Question

In this semilocal density-functional calculation Y2SbN is a metal. Its dielectric function has an imaginary part, which measures absorption, and a real part, which measures how strongly the charges respond in step with the field of the light. The label xx stands for a field across the fourfold axis of the crystal, zz for a field along it. Free carriers enter the real part only, through an undamped Drude term; the imaginary part holds transitions between bands and nothing else.

Dielectric function of Y2SbN (P4/mmm, a = 3.965 Å, c = 5.670 Å) from Ansatz 0.2.0 with PBEsol, plane-wave PAW, scalar-relativistic, not spin-polarised, cutoff 420 eV. Independent particles without local fields, optics k mesh 18×18×12, Fermi-Dirac smearing 0.15 eV, Gaussian broadening 0.1 eV. The real part includes an undamped Drude term, the imaginary part only interband transitions.

```
photon energy (eV)  dielectric imaginary xx  dielectric imaginary zz  dielectric real xx  dielectric real zz
               0.1                        ?                        ?                   ?                   ?
               0.3                        ?                        ?                   ?                   ?
               0.5                        ?                        ?                   ?                   ?
               0.7                     16.5                     9.03                7.08                10.0
               0.9                     16.7                     11.0                8.65                11.5
               1.1                     15.4                     11.7                6.72                11.0
               1.3                     13.7                     11.8                6.65                10.2
               1.5                     12.4                     12.0                5.87                9.04
               1.7                     10.9                     11.1                6.29                7.99
               1.9                     10.9                     10.4                6.61                7.76
               2.1                     10.8                     10.2                6.34                7.58
               2.3                     10.6                     10.2                6.03                7.36
               2.5                     10.4                     10.3                5.70                7.04
               2.7                     10.2                     10.5                5.50                6.58
               2.9                     10.5                     10.6                5.37                5.93
               3.1                     10.8                     10.6                4.80                5.39
               3.3                     11.1                     10.5                3.80                4.80
               3.5                     10.5                     10.3                2.82                4.41
               3.7                     10.2                     10.6                2.35                4.14
               3.9                     9.67                     10.8                1.34                3.04
               4.1                     8.50                     10.2                1.33                2.49
               4.3                     7.97                     10.3                1.70                2.19
               4.5                     8.30                     9.94                2.31                1.32
               4.7                     9.10                     9.81                1.76                1.31
               4.9                     8.77                     10.3                0.98                0.68
               5.1                     8.82                     10.2                0.36               -1.24
               5.3                     8.31                     8.17                   0               -1.04
               5.5                     8.19                     9.42               -0.39               -1.59
               5.7                     7.96                     7.96               -1.00               -2.69
               5.9                     7.30                     7.38               -1.65               -2.92
               6.1                     6.42                     5.52               -1.70               -3.35
               6.3                     6.08                     5.30               -1.53               -3.02
               6.5                     5.72                     4.23               -1.47               -2.57
               6.7                     5.90                     3.77               -1.38               -2.37
               6.9                     5.45                     3.48               -2.28               -1.61
               7.1                     4.61                     3.68               -1.91               -1.03
               7.3                     4.32                     4.00               -1.78               -1.32
               7.5                     4.22                     3.83               -1.41               -1.54
               7.7                     4.16                     3.29               -1.28               -1.92
               7.9                     4.21                     2.39               -1.40               -1.39
```

(a) From 1.1 down to 0.9 eV both real parts rise, yet from 0.9 to 0.7 eV both fall. What does this downturn reveal? (b) Predict the real and imaginary parts at 0.5, 0.3 and 0.1 eV, with error bars.

Model answer

(a) An electron that can absorb at some energy behaves like a mass on a spring with that resonance. Driven below the resonance, it follows the field and raises the real part. Driven above it, it lags half a cycle behind and lowers the real part. A free carrier has no spring at all, so every photon energy lies above its resonance and its contribution is always negative, growing as the photon energy falls.

As the photon energy falls from 0.9 to 0.7 eV, it passes below the transitions that absorb in between, and these switch from lowering the real part to raising it. On balance the known absorption should therefore lift the real part. The fall from 8.65 to 7.08 for xx, and from 11.5 to 10.0 for zz, points to strong response at still lower energies. It can come from free carriers or from transitions between bands below 0.7 eV. Seen from above, both are masses driven beyond their resonance, and they look nearly alike.

(b) The Kramers-Kronig relation turns this picture into numbers. With E the photon energy, it gives

real part = C + (absorption above 0.6 eV) + (absorption below 0.6 eV) − W/E²

The constant C covers the vacuum and all transitions above 8 eV, and W is the weight of the free carriers, the square of their plasma energy. The first absorption term is a sum over the known imaginary parts, each taken as constant over a bin 0.2 eV wide. The second needs an assumption: the imaginary part stays at its value for 0.7 eV. C and W then follow from an unweighted least-squares fit to the eight rows from 0.7 to 2.1 eV, separately for each direction.

For xx the fit gives C = 1.8 and W = 5.4 eV². If the absorption below 0.6 eV is set to zero instead, W has to rise to 8.9 eV² to make up for it. For zz the same change takes W from 3.8 to 5.7 eV², and the fitted rows are matched about equally well either way. For xx the fit without this absorption is somewhat worse, with a root-mean-square misfit of 0.49 against 0.31. The known rows thus fix the total low-energy response better than its division, and the distance between the two assumptions serves as the error bar of the real part.

Take xx at 0.3 eV, a row outside the fit. The known absorption contributes about 20. A constant imaginary part of 16.5 between 0 and 0.6 eV contributes

(16.5/π) × ln[(0.36 − 0.09)/0.09] = 5.8

and the free carriers contribute −5.44/0.09 = −60.4. The sum is

20 + 5.8 + 1.8 − 60.4 ≈ −33

With no absorption below 0.6 eV the result would be lower by 44, which is the error bar.

The imaginary part should not diverge, because the free carriers are left out of it. It could drop, since a transition needs a filled state below and an empty one above, and it could rise if bands lie close together at the Fermi level. The forecast keeps the value at 0.7 eV and allows 30, 60 and 90 % either way at 0.5, 0.3 and 0.1 eV. These percentages are a judgement: between neighbouring known rows below 4 eV the imaginary part changes by less than 20 % of its value at the higher energy.

The forecasts are:

0.5 eV: real xx 0.4 ± 9.0, real zz 3.7 ± 4.9; imaginary xx 16.5 ± 5.0, imaginary zz 9.0 ± 2.7.

0.3 eV: real xx −33 ± 44, real zz −21 ± 24; imaginary xx 16.5 ± 9.9, imaginary zz 9.0 ± 5.4.

0.1 eV: real xx −505 ± 368, real zz −355 ± 201; imaginary xx 16.5 ± 14.9, imaginary zz 9.0 ± 8.1.

In words, the real part is near zero with open sign at 0.5 eV, tens below zero at 0.3 eV and hundreds below at 0.1 eV. The imaginary part stays larger for xx than for zz in all three rows. The real part is more negative for xx than for zz at 0.3 and 0.1 eV.

The computed values

The withheld rows as computed:

```
photon energy (eV)  dielectric imaginary xx  dielectric imaginary zz  dielectric real xx  dielectric real zz
               0.1                     25.5                     10.0                -429                -449
               0.3                     23.9                     5.27               -26.9               -32.1
               0.5                     18.6                     6.90               -0.29                1.52
```

All twelve values lie within their error bars, and the plunge of the real part has roughly the predicted size. At 0.3 eV the worked estimate of −33 for xx meets a computed −26.9. The bars of the real part are wide, however: at 0.1 eV they test little more than sign and order of magnitude, and at 0.3 eV they exceed the forecasts themselves and do not even test the sign. One forecast fails outright: at 0.3 and 0.1 eV the real part is more negative for zz, not for xx.

Remarks on the reasoning

The failed ordering comes mainly from the division that the known rows could not settle. For xx the imaginary part does not stay at 16.5 but climbs to 23.9 at 0.3 eV. More of the low-energy response therefore belongs to transitions between bands, and less is left for the free carriers. For zz it drops to 5.27 at 0.3 eV, so the free carriers must take a larger share than assumed. At 0.1 and 0.3 eV both corrections push the real parts in the direction in which the forecasts missed. For zz this covers only part of the miss; the rest stems from the coarse bins and the fit.

The row at 0.1 eV shows where this leads, because there the free carriers outweigh everything else. Repeating the absorption sum with the revealed imaginary parts gives a positive background of roughly 50 for xx and 25 for zz. Removing it from the real parts leaves the free-carrier weights

xx: (429 + 50) × 0.01 ≈ 4.8 eV²

zz: (449 + 25) × 0.01 ≈ 4.7 eV²

The run also gives these weights directly, from the slopes of the bands near the Fermi level: about 4.8 eV² for xx and zz alike. The free carriers thus respond almost equally in both directions. What leaves the real part less negative for xx at 0.1 and 0.3 eV is its larger positive background. The forecast had read the stronger total response for xx as a sign of more free-carrier weight. In fact the extra response sits in the transitions between bands, whose imaginary part at 0.3 eV is more than four times as large for xx as for zz. Why these transitions favour xx is not tested here; bands that nearly touch at the Fermi level and couple mainly to a field across the axis would be one possibility.

A good answer also notes that the imaginary part at 0.1 eV matters least for this division. In the Kramers-Kronig relation, as felt at higher photon energies, each absorption counts in proportion to its own energy. That is why zz can have slightly more absorption than forecast at 0.1 eV and still leave more weight to the free carriers: the shortfalls at 0.3 and 0.5 eV count for more.

The rule carries over to other metals treated in this way. A real part that turns down towards low photon energy, although absorption above should lift it, betrays response at lower energies still. The downturn alone proves nothing, since the real part also falls on the way down from an ordinary absorption edge or peak. Once the effect of the absorption above is subtracted, the size of the downturn gives a rough total. Dividing that total takes further knowledge: the low-energy absorption, or the free-carrier weight computed from the slopes of the bands near the Fermi level.

Two limits matter to anyone who wants to compare the low-energy values with a measurement. The first concerns the numbers. Transitions at a few tenths of an electronvolt come from small regions around the Fermi surface, and the results are sensitive to the k mesh. The smearing of 0.15 eV also blurs which states are filled, on the scale of these photon energies. The uneven course of the imaginary zz part at 0.1, 0.3 and 0.5 eV therefore deserves no explanation of its own. A measured absorption would also contain the free carriers, which are left out of the imaginary part here.

The second concerns the metal itself. Two Y³⁺ ions balance one Sb³⁻ and one N³⁻, as in a semiconductor, and a functional of this kind tends to make gaps too small or to close them. Here the bands that would have to separate overlap by about 1.1 eV, so a gap would need a correction larger than that. Spin-orbit coupling, sizeable for antimony, is also left out, and whether this crystal structure is stable was not tested. If the real compound has a gap, the free-carrier term disappears, and with it the plunge of the real part. The agreement found above concerns the calculation alone and does not show that Y2SbN conducts.
